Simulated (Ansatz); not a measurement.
Ligand exchange: Si(CH3)3F + C4H8O → Si(CH3)3(OH) + C4H7F

Species: Si(CH3)3F, singlet; C4H8O (cyclobutanol) `OC1CCC1`, singlet; Si(CH3)3(OH) (trimethylsilanol), singlet; C4H7F `FC1CCC1`, singlet. The partners trade F for OH: Si–F and C–OH bonds give way to Si–OH and C–F.

Shapes, held fixed at every level: PBE0-D4/def2-TZVP. Flexible molecules stand in one conformer, not always the lowest. Programs: Ansatz 0.2.0. The zero-point and thermal change to 298 K, harmonic and unscaled (PBE0-D4/def2-TZVP), is -1.8 kJ/mol.

(1) Estimate ΔH(298 K) of this reaction.

Answers

(1) The highest level, CCSD(T)/CBS estimate, gives ΔH(298 K) = +42.7 kJ/mol; the levels span +39.1 to +45.2. The column of differences is taken from that level and isn't an error. No measured value is set beside it here. The CBS estimate extrapolates MP2 from def2-TZVPP and def2-QZVPP and adds CCSD(T) − MP2 in the triple-zeta set, cores frozen.

```csv
level,kind,ΔH(298 K) (kJ/mol),less CCSD(T)/CBS estimate
HF/def2-SVP,Hartree–Fock,+42.0,-0.7
r2SCAN-D4/def2-TZVPP,meta-GGA,+39.1,-3.6
B3LYP-D4/def2-TZVPP,global hybrid,+39.2,-3.5
BHLYP-D4/def2-TZVPP,global hybrid,+40.0,-2.7
PBE0-D4/def2-TZVPP,global hybrid,+39.7,-3.0
MP2/def2-TZVPP,perturbation theory,+43.3,+0.6
CCSD/def2-SVP,coupled cluster or CI,+45.2,+2.5
CCSD(T)/CBS estimate,coupled cluster or CI,+42.7,0.0
```

The exchange is clearly endothermic at every level, +42.7 kJ/mol at the highest, so fluorine prefers silicon and hydroxyl prefers carbon. Both Si–F and Si–O bonds gain from silicon's low electronegativity, through strong charge separation and some donation from lone pairs into σ* orbitals on silicon. The gain is greater for fluorine, the more electronegative partner, and moving it to carbon gives up more of this polar stabilisation than the new Si–OH bond returns. The thermal term is small, so the preference is essentially electronic.

Because the number of bonds of each broad type is conserved and the cyclobutane ring survives on both sides, much of the correlation error and ring strain should cancel, which explains the narrow spread. The close Hartree–Fock value probably also owes something to compensating basis-set and correlation errors. The results support an uphill gas-phase exchange, but not a verdict on deoxyfluorination in practice, where condensation of the silanol to a siloxane could shift the balance.
